**Question**

A crystal of AlGa₃N₄, in which every atom has four neighbours, is strained by $x$ percent along both cell edges $a$ and $b$; the third edge, $c$, is free to adjust. The unstrained edges are 5.139, 3.163 and 5.477 Å, and the volume is 11.13 Å³ per atom. As elastic constants take rough recalled values for wurtzite gallium nitride: $C_{11}=390$, $C_{12}=140$, $C_{13}=110$ and $C_{33}=400$ GPa. Index 3 is the polar axis, and indices 1 and 2 lie in the basal plane.

(a) How does $c$ respond, and what stresses arise along $a$ and $b$?

(b) What energy per atom do strains of −3 % and +3 % cost?

(c) Compare with the calculated values printed after part (b). Improve the rule with the stresses at ±1.5 % only, and say how far it may be trusted.

**Model answer**

*(a) Response and stresses.* First find the polar axis. The ratio $c/b$ is 1.732, which is $\sqrt3$, the mark of a hexagonal net described by a rectangular cell. So $b$ and $c$ span the basal plane, and the polar axis of this wurtzite-like crystal lies along $a$.

Two limits bracket the response of $c$. If the directions were not coupled, $c$ would keep its length and the volume would grow by 2 % for each percent of strain. A rubber sheet is the opposite limit: it keeps its volume, so its thickness shrinks by 2 %. The crystal resembles the sheet only in the sign of the response, because changing its volume is not much harder than changing its shape.

The condition that no stress acts along $c$ fixes the value between these limits:

$$C_{11}\,e_c + (C_{12}+C_{13})\,x = 0 \quad\Rightarrow\quad e_c = -\tfrac{250}{390}\,x \approx -0.64\,x ,$$

where $e_c$ is the change of $c$ in percent. The volume then changes by about $1.36\,x$ percent.

With $c$ clamped, the stiffness along $a$ would be $C_{33}+C_{13}=510$ GPa, and along $b$ it would be $C_{11}+C_{13}=500$ GPa. The free edge gives way and relieves both:

$$k_{xx}=510-0.64\times110\approx440\ \text{GPa},\qquad k_{yy}=500-0.64\times140\approx410\ \text{GPa}.$$

Each percent of strain therefore produces about 4.4 GPa along $a$ (stress xx) and 4.1 GPa along $b$ (stress yy).

*(b) Energy.* Both stresses grow from zero in proportion to the strain, so the work per volume is half their sum times the strain. At 1 % this is $\tfrac12\times8.5\times0.01=0.0425$ GPa. Since 1 eV/Å³ equals 160.2 GPa,

$$E \approx \frac{0.0425}{160.2}\times 11.13\ \text{eV}\times x^2 \approx 2.95\,x^2\ \text{meV per atom}.$$

For $x=-3$ and $x=+3$ alike this gives 26.6 meV per atom.

AlGa₃N₄ (8-atom cell, space group Pm) strained equally along a and b, with the atoms and the length and tilt of c relaxed. Calculated with Ansatz 0.2.0: r2SCAN, plane-wave PAW, scalar-relativistic, no spin polarisation, cutoff 500 eV, k mesh 6×8×4, Gaussian smearing 0.02 eV. Changes are relative to the unstrained cell; stress is positive in compression.

```
strain (%)  energy change (meV/atom)  volume change (%)  c over a  stress xx (GPa)  stress yy (GPa)
        -3                      26.8              -4.03    1.1207            13.69            12.63
      -1.5                       6.6              -2.04    1.0924             6.75             6.06
         0                       0.0               0.00    1.0658             0.00             0.00
       1.5                       6.3               2.10    1.0406            -6.42            -5.57
         3                      24.9               4.25    1.0168           -12.40           -10.63
```

*(c) Comparison and improvement.* The column "c over a" is the ratio of these two cell edges, not the c/a of wurtzite. Multiplied by the strained edge $a$, it shows $c$ longer by 2.0 % at −3 % and shorter by 1.7 % at +3 %; the rule has 1.9 % both ways.

The column "energy change" has 26.8 meV per atom at −3 % and 24.9 at +3 %. Over all strained rows the simple rule errs by at most 7 % of the calculated energy. Single stresses fare worse: at +3 % the estimate for stress yy is 16 % too large.

What the rule lacks is a difference between pushing and pulling. Its energy depends on $x^2$ alone, whereas the calculated crystal is stiffer in compression and softer in tension. A plausible explanation is the shape of the bond energy: repulsion rises steeply when atoms approach, while the restoring force grows ever more slowly as they separate.

The stresses at ±1.5 % measure this effect. In the table stress is positive in compression, and the sums of xx and yy are 12.81 and −11.99 GPa. Their difference divided by 3 gives 8.27 GPa per percent of strain. Each sum deviates from the mean size of 12.40 GPa by 0.41 GPa, or 3.3 %, which amounts to a loss of 2.2 % in the ratio of stress to strain per percent of tension.

To obtain the energy, add up the work along the path. The force is stress times area, and the faces on which the stresses act grow by about 0.36 % per percent of strain, because one of their edges lengthens while $c$ shrinks. This leaves a loss of about 1.8 %. Summing the work from zero strain reduces this to two thirds of its size, about 1.2 %. The leading coefficient scales with the stiffness, $2.95\times8.27/8.50=2.87$, so

$$E \approx 2.87\,x^2\,(1-0.012\,x)\ \text{meV per atom}.$$

This returns 26.8 meV per atom at −3 % and 24.9 at +3 %, two rows that were not used to set its numbers. The test is a limited one. Energy and stress are tied together by the work done, so the agreement shows that the softening continues steadily to 3 %, but it does not prove the explanation by bond shape.

For this ordered crystal, strained in this plane, the rule may be trusted between −3 and +3 %. Beyond that, terms that the rule leaves out gain weight. The calculation also keeps the symmetry of the crystal and contains no defects, so it cannot warn of cracking, dislocations or a change of structure that lowers the symmetry, any of which may end the elastic range of a real film earlier.

**Remarks on the reasoning**

*The axis comes before the arithmetic.* A candidate who takes the cell edge called $c$ for the polar axis predicts equal stresses along $a$ and $b$, and an energy 18 % too high at +3 %. The table contradicts the equal stresses: xx is larger in size than yy in every strained row. For a film strained in its basal plane, that other calculation would be the right one. The free direction is then the polar axis, and its response is $-2C_{13}/C_{33}=-0.55$ per unit of strain.

*A close hit can mislead.* The simple rule looks excellent at −3 %, but two errors offset each other there. The recalled constants make the crystal about 3 % too stiff (8.50 against 8.27 GPa per percent), and the rule ignores the stiffening under compression. In tension the same two errors add. The fair measure of the rule is therefore its 7 % error at +3 %.

*Choose the rule by the purpose.* To judge whether a strain costs 3 or 30 meV per atom, elastic constants of a related crystal are enough. To tell compression from tension, the two stresses at one strain on each side of zero are enough here. The refined rule treats only the sum of the two stresses. Stress yy weakens faster in tension than stress xx, and the table does not reveal why.
